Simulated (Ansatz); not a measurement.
## ScAl: energy above lowest point against volume scale

All results are calculated (Ansatz 0.2.0). Free energy against uniform scaling of the volume at fixed shape and fractions; periodic cell, basis, potentials, k mesh and filling as listed.

The cell before it is scaled or strained (space group Pm-3m, No. 221):
```
cell vectors (Å)
   3.3703     0.0000     0.0000
   0.0000     3.3703     0.0000
   0.0000     0.0000     3.3703
atoms (fractions of the cell vectors)
Sc  0.50000  0.50000  0.50000
Al  0.00000  0.00000  0.00000
```

Settings of every row: functional PBEsol; dispersion none; potentials all-electron LAPW; k mesh 9x9x9; k shift 0x0x0; occupations methfessel paxton; smearing width 0.15 eV; spin none.

Limits: coarse k mesh, up to 40 meV an atom off; the cell comes from a prototype or a list of computed structures and needn't be the stable phase.

| row | volume scale | V (Å³/atom) | energy above lowest point (meV/atom) |
| --- | --- | --- | --- |
| 1 | 0.94 | 17.993 | 6.6 |
| 2 | 0.97 | 18.567 | 0 |
| 3 | 1 | 19.141 | 2.7 |
| 4 | 1.03 | 19.716 | ? |
| 5 | 1.06 | 20.29 | 29.4 |

Question: what energy above lowest point should row 4 give?

Worked fit of energy above lowest point. Take u = (V_r/V)^(2/3) − 1 with V_r = 18.854 Å³ an atom, which is twice the finite (Eulerian) strain; such expansions in the strain, on which the Birch-Murnaghan equation of state is built, carry the rest volume and the bulk modulus. The shown rows have u = 0.03165, 0.01028, -0.01002, -0.04776. Least squares give energy above lowest point = 0.33 − 124.5 × u + 10144 × u² meV/atom; a straight line predicts inner rows, each left out in turn, worse (root mean square 10 against 0.26 meV/atom). The rows lie off it by 0.0, -0.1, 0.1, 0.0. Its lowest point lies at u = 0.0061, or V = 18.68 Å³ an atom, and the curvature there gives the bulk modulus at fixed shape and fractions, B = (4/9)(1 + u)² E″(u)/V = 78.3 GPa. The withheld row has u = -0.02936, so the fit gives 0.33 − 124.5 × (-0.02936) + 10144 × (-0.02936)² = 12.7 meV/atom.

The calculation gave 12.8 meV/atom. The fit lies 0.1 meV/atom (0.34 % of the column's range) below it, one unit of the last digit.
